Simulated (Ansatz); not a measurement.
**GdO: energy against volume and a worked fit**

It takes space group F-43m (No. 216, cubic). Conventional cell: a = 5.400 Å, b = 5.400 Å, c = 5.400 Å, α = 90.00°, β = 90.00°, γ = 90.00°. Gd (site symmetry -43m) has 4 O at 2.34 Å as nearest neighbours. O (site symmetry -43m) is surrounded by 4 Gd at 2.34 Å.

The cell comes from a database or a generator and needn't be the stable form of this composition.

The cell was scaled at fixed shape and fractions and run with Ansatz, Ansatz PAW (earlier soft set), cutoff 420 eV; PBE, k mesh 9 × 9 × 9 on the cell of 2 atoms, fermi-dirac occupations of 0.05 eV, collinear spin, ferromagnetic start, no spin-orbit coupling. Energies are those that the program minimises, any entropy of the smearing included. For a metal such a mesh isn't converged to the digits shown. The magnetic state is the one that the start led to, which needn't be the lowest. Plain semilocal runs treat an open f shell poorly.

```tsv
V (Å³/atom)	energy over the lowest row (meV/atom)
18.5020	17.789
18.8957	?
19.2893	0.733
19.6830	0.000
20.0767	3.780
20.4703	11.675
20.8640	23.182
```

Question: Fit the third-order Birch-Murnaghan form, give V0, B0 and B′, and predict the energy left open.

Answer: With y = (V0/V)^(2/3), E = E0 + (9 V0 B0/16) [(y - 1)³ B′ + (y - 1)² (6 - 4y)]. Least squares through the rows shown give V0 = 19.5449 Å³/atom, E0 = -0.283 meV, B0 = 94.63 GPa (1 eV/Å³ = 160.218 GPa) and B′ = 4.20, with a largest miss of 0.016 meV. At V = 18.8957 the form with these constants gives 6.469 meV; the run gave 6.495 meV an atom.

The fitted minimum lies slightly below the volume of the listed cell, so the starting lattice is mildly expanded for this structure. The omitted point is recovered to within a few hundredths of a meV, which shows that the form interpolates well over this narrow range; it is a weaker test of B′, which depends on the curve's asymmetry and would be better tested by a point outside the fitted interval.

The positive B′ reflects the usual anharmonicity of a polar solid. Compression brings the filled oxygen 2p shell and the Gd semicore shells into rapidly growing overlap repulsion, while on expansion the electrostatic attraction and the Gd 5d–O 2p mixing fade more gently. The compact 4f shell probably contributes little directly to this stiffness. The open tetrahedral network likely keeps the bulk modulus below that of a denser, six-coordinate rock-salt arrangement. A smooth minimum under uniform scaling doesn't establish resistance to shear or to relative displacement of the two sublattices.
